# Margin comments: absorbing potential, padded box or transparent boundary for GaAs leads

**1. Model.** A packet leaves a resonant-tunnelling diode into flat GaAs leads, $H=-\frac{\hbar^2}{2m^*}\partial_x^2$, with $m^*=0.067\,m_e$ (compiled value, Vurgaftman 2001), so $\hbar^2/2m^*=0.5687$ eV nm². An infinite lead returns nothing, so the exact return probability is $R=0$ and any $R=|r|^2$ is the deviation. Assumed inputs: an energy band $E_1=10$ to $E_2=40$ meV, $N_d=250$ device points, $k_1\Delta x=0.05$, $\Delta t=1$ fs. Then $k_1=0.1326$ nm⁻¹, $\lambda_1=47.4$ nm, $\Delta x=0.377$ nm, $v_2=0.458$ nm/fs, $\rho=k_2/k_1=2$ and $E_2\Delta t/\hbar=0.061$. In a two-band estimate nonparabolicity is of relative size $E_2/E_g=0.026$ ($E_g=1.519$ eV, same compilation) and is neglected. All results are this model's.

**2. The factor 2.** With $H-iW$, $W\ge0$, the generator $A=-i(H-iW)/\hbar$ obeys $A+A^\dagger=-2W/\hbar$, hence $\frac{d}{dt}\langle\psi|\psi\rangle=-\frac{2}{\hbar}\langle\psi|W|\psi\rangle$. Take $W=\eta x^n$ on $0<x<L$ with a hard wall at $L$, and set $s=kx$, $\ell=kL$, $w=\eta/(Ek^n)$:
$$\psi''+(1+iws^n)\psi=0,\qquad \psi(s<0)=e^{is}+re^{-is},\qquad r=\frac{i\psi(0)-\psi'(0)}{i\psi(0)+\psi'(0)}.$$
The stationary form of the norm law is $1-|r|^2=w\int_0^\ell s^n|\psi|^2ds$.

**3. Survival.** The local wave number is $\sqrt{1+iu}$ with $u=ws^n$, and its imaginary part is $u/2-u^3/16+\dots$ The first term, integrated in and out, gives the amplitude $e^{-\beta w}$, $\beta=\ell^{n+1}/(n+1)$. With $\hbar v=2E/k$ the probability is
$$S=\exp\left[-\frac{4\eta L^{n+1}}{(n+1)\hbar v}\right].$$
The cubic term adds $+\ell u_L^3/[8(3n+1)]$ to the amplitude exponent, $u_L=W(L)/E$, so the formula overstates absorption.

**4. Reflection at the onset.** The outgoing Green function $e^{i|s-s'|}/2i$ gives, to first order in $w$ and with the upper limit damped,
$$r_B=-\frac w2\int_0^\infty s^ne^{2is}ds=-\frac{w\,n!}{2(-2i)^{n+1}},\qquad |r_B|^2=\left[\frac{\eta\,n!}{4E(2k)^n}\right]^2 .$$
Thus $|r_B|=\alpha w$ with $\alpha=n!/2^{n+2}$. The source is the jump $\eta\,n!$ in the $n$th derivative of $W$ at $x=0$.

**5. Amplitudes add, and the band has two ends.** The two returns are coherent, so the envelope is the sum of moduli. Reflection is worst at $E_1$ and survival at $E_2$, where $\beta w$ is smaller by $\rho$. With $w_1,\ell,\beta$ evaluated at $E_1$, minimise $\alpha w_1+e^{-\beta w_1/\rho}$:
$$w_1=\frac{\rho\ln q}{\beta},\qquad R_{\rm est}=\left(\frac{1+\ln q}{q}\right)^2,\qquad q=\frac{\beta}{\alpha\rho}=\frac{2(2k_1L)^{n+1}}{(n+1)!\,\rho}.$$
Up to logarithms $R\propto L^{-2(n+1)}$, so the absorber needs $N_a=L/\Delta x\propto R^{-1/(2n+2)}$ points, whatever the run length. Since $u_L(E_2)=(n+1)\ln q/(k_2L)$ must stay small, $L$ cannot be much shorter than a few wavelengths.

**6. Exact answers.** For $n=1$ put $z=w^{-2/3}(1+iws)$ and $\omega=e^{-2\pi i/3}$. The solution that vanishes at the wall is $\psi=\mathrm{Ai}(\omega z)\mathrm{Ai}(z_\ell)-\mathrm{Ai}(z)\mathrm{Ai}(\omega z_\ell)$. For $\ell\to\infty$ the large-$z$ series of $\mathrm{Ai}(\omega z)$ gives $r=\frac w8(1+\frac34w+\dots)$.

For $n=2$ put $a=\sqrt w\,e^{-i\pi/4}$ and $y=1/4a$. With Kummer's function ${}_1F_1$,
$$u_e=e^{-as^2/2}{}_1F_1(\tfrac14-y,\tfrac12,as^2),\quad u_o=s\,e^{-as^2/2}{}_1F_1(\tfrac34-y,\tfrac32,as^2),\quad r=\frac{iu_o(\ell)+u_e(\ell)}{iu_o(\ell)-u_e(\ell)}.$$
For $\ell\to\infty$, $\psi'(0)/\psi(0)=-2\sqrt a\,\Gamma(\frac34-y)/\Gamma(\frac14-y)$. The reflection formula of $\Gamma$ turns the ratio into $\cot[\pi(\frac14+y)]\,\Gamma(\frac34+y)/\Gamma(\frac14+y)$, and expansion gives
$$r=\frac{iw}{8}-ie^{2\pi iy}+O(w^2),\qquad |e^{2\pi iy}|=e^{-\pi/(2\sqrt{2w})}.$$
The second term comes from the complex turning point $s^2=i/w$ and appears at no order of the Born series.

| $n$ | $\ell$ | $L$ (nm) | $L/\lambda_1$ | $W(L)$ (meV) | $R_{\rm est}$ | exact $R(E_1)$ |
|---|---|---|---|---|---|---|
| 1 | 10 | 75.4 | 1.6 | 21.2 | $9.9\times10^{-4}$ | $1.1\times10^{-3}$ |
| 1 | 20 | 150.8 | 3.2 | 13.4 | $9.2\times10^{-5}$ | $7.8\times10^{-5}$ |
| 1 | 40 | 301.6 | 6.4 | 8.1 | $8.0\times10^{-6}$ | $6.6\times10^{-6}$ |
| 2 | 10 | 75.4 | 1.6 | 43.2 | $3.8\times10^{-5}$ | $2.5\times10^{-5}$ |
| 2 | 20 | 150.8 | 3.2 | 27.8 | $9.3\times10^{-7}$ | $7.5\times10^{-7}$ |
| 2 | 40 | 301.6 | 6.4 | 17.0 | $2.1\times10^{-8}$ | $1.8\times10^{-8}$ |

In every row the exact $R$ at 20 and at 40 meV is below a fifth of $R(E_1)$, which therefore serves as the accuracy. These are continuum values, and the grid alters them at relative order $(k\Delta x)^2\le0.01$.

**7. Where the estimate slips.** In the first row $\frac34w_1=0.16$, and the exact $R$ exceeds $R_{\rm est}$, which is thus no strict bound. At $E_2$ in that row the survival amplitude is $5.0\times10^{-3}$, the Born amplitude $3.3\times10^{-3}$, their sum $8.3\times10^{-3}$, the cubic term of the exponent 0.09, and the exact $|r|=8.7\times10^{-3}$. Adding probabilities instead gives $3.6\times10^{-5}$, too low by a factor 2.1. For $n=2$, $\ell=10$ the turning-point amplitude $4.8\times10^{-3}$ rivals the Born amplitude $5.4\times10^{-3}$, and the tabulated $R$ owes its smallness to their relative phase. At $\ell=20$ the two are $1.6\times10^{-6}$ and $8.7\times10^{-4}$, and Born theory holds. A returned wave interferes with the outgoing one, so the density ripples by $\pm2\sqrt R$ in relative terms, 0.02 at $R=10^{-4}$.

**8. The mask.** Multiplying the amplitude by $M(x)$ after each unitary step $U$ corresponds to $W=-\hbar\ln M/\Delta t$. Halving $\Delta t$ at fixed $M$ doubles $\eta$. The product $MU$ looks first order in $\Delta t$, but
$$(MU)^{N}=M^{1/2}\,(M^{1/2}UM^{1/2})^{N}M^{-1/2},$$
and $M=1$ in the device. For a state that starts there and is observed there, the mask equals the symmetric, second-order Strang splitting. The row $n=2$, $\ell=20$ has $M(L)=0.959$.

**9. Cost of the absorber.** A Crank–Nicolson step on a tridiagonal $H$ with stored factors takes 6 complex multiply-adds per point (3 for the right side, 1 forward, 2 backward) and 4 complex words (state, diagonal, two factor arrays). For $N_t$ steps and two leads, the work is $6N_t(N_d+2N_a)$ and the memory $4(N_d+2N_a)$, with $N_a=20\ell$.

**10. Alternative: padding.** A bare lead of length $v_2T/2$ returns nothing from the band before time $T=N_t\Delta t$. It needs $N_p=v_2T/2\Delta x=0.608\,N_t$ points per side, rounded up, in place of $N_a$. Work grows as $N_t^2$ and memory as $N_t$. Spectral weight above $E_2$ returns undamped.

**11. Alternative: transparent boundary.** In the lead $(H\psi)_j=-t_0(\psi_{j+1}-2\psi_j+\psi_{j-1})$, $t_0=\hbar^2/(2m^*\Delta x^2)=4.0$ eV. If the lead starts empty, the transform $\hat\psi_j=\sum_m\psi_j^mz^{-m}$ turns the Crank–Nicolson recursion into $H\hat\psi=\varepsilon\hat\psi$ with $\varepsilon=\frac{2i\hbar}{\Delta t}\frac{z-1}{z+1}$. For $|z|>1$, $\operatorname{Im}\varepsilon>0$, so $\mu+1/\mu=2-\varepsilon/t_0$ has exactly one root with $|\mu|<1$, and $\hat\psi_{j+1}=\mu\hat\psi_j$. With $\mu=\sum_p\mu_pz^{-p}$, the point beyond the edge $J$ obeys $\psi_{J+1}^m=\sum_{p=0}^m\mu_p\psi_J^{m-p}$. This reproduces the infinite discrete lead up to rounding. Step $m$ costs $m$ history terms per side, so the work is $6N_tN_d+N_t(N_t+1)$ and the memory $4N_d+4N_t$ (history and kernel, two sides). The kernel is formed once by a Fourier transform, $O(N_t\ln N_t)$, which is not counted. The derivation needs a uniform, static lead potential.

**12. The ledger.** Work in $10^6$ multiply-adds, memory in $10^3$ words, for $T=1$ ps ($N_t=10^3$) and 10 ps ($N_t=10^4$).

| boundary | $R$ | work, 1 ps | work, 10 ps | memory, 1 ps | memory, 10 ps |
|---|---|---|---|---|---|
| absorber $n=2$, $N_a=200$ | $2.5\times10^{-5}$ | 3.9 | 39 | 2.6 | 2.6 |
| absorber $n=2$, $N_a=400$ | $7.5\times10^{-7}$ | 6.3 | 63 | 4.2 | 4.2 |
| absorber $n=2$, $N_a=800$ | $1.8\times10^{-8}$ | 11.1 | 111 | 7.4 | 7.4 |
| padding, $N_p=608$ and $6078$ | 0 in band | 8.8 | 744 | 5.9 | 50 |
| transparent | rounding | 2.5 | 115 | 5.0 | 41 |

The linear absorber costs the same at equal $N_a$ and reflects more in every pair of rows, so it drops out. Padding spends $6\times0.608\,N_t^2$ per side against $N_t^2/2$ for the history sum, a ratio of 7.3, and drops out wherever the transparent boundary applies. Equating $N_t^2/2$ with $6N_aN_t$ puts the crossover at $N_t=12N_a$, that is 2400, 4800 and 9600 steps.

**13. Choices among the tabulated rows.** At 1 ps the transparent boundary does the least work for any accuracy. At 10 ps, $R\le10^{-4}$ is met most cheaply by $n=2$, $N_a=200$ (work 39, against 63 for the linear absorber at $N_a=400$), and $R\le10^{-6}$ by $N_a=400$ (63). For $R\le10^{-7}$, $N_a=800$ (111) and the transparent boundary (115) tie within the roughness of the count. By budget at 10 ps, work 50 buys $R=2.5\times10^{-5}$, work 100 buys $7.5\times10^{-7}$, and work 120 buys the transparent boundary. A cap of $10^4$ words at 10 ps excludes both history and padding and leaves $N_a=800$ with $R=1.8\times10^{-8}$.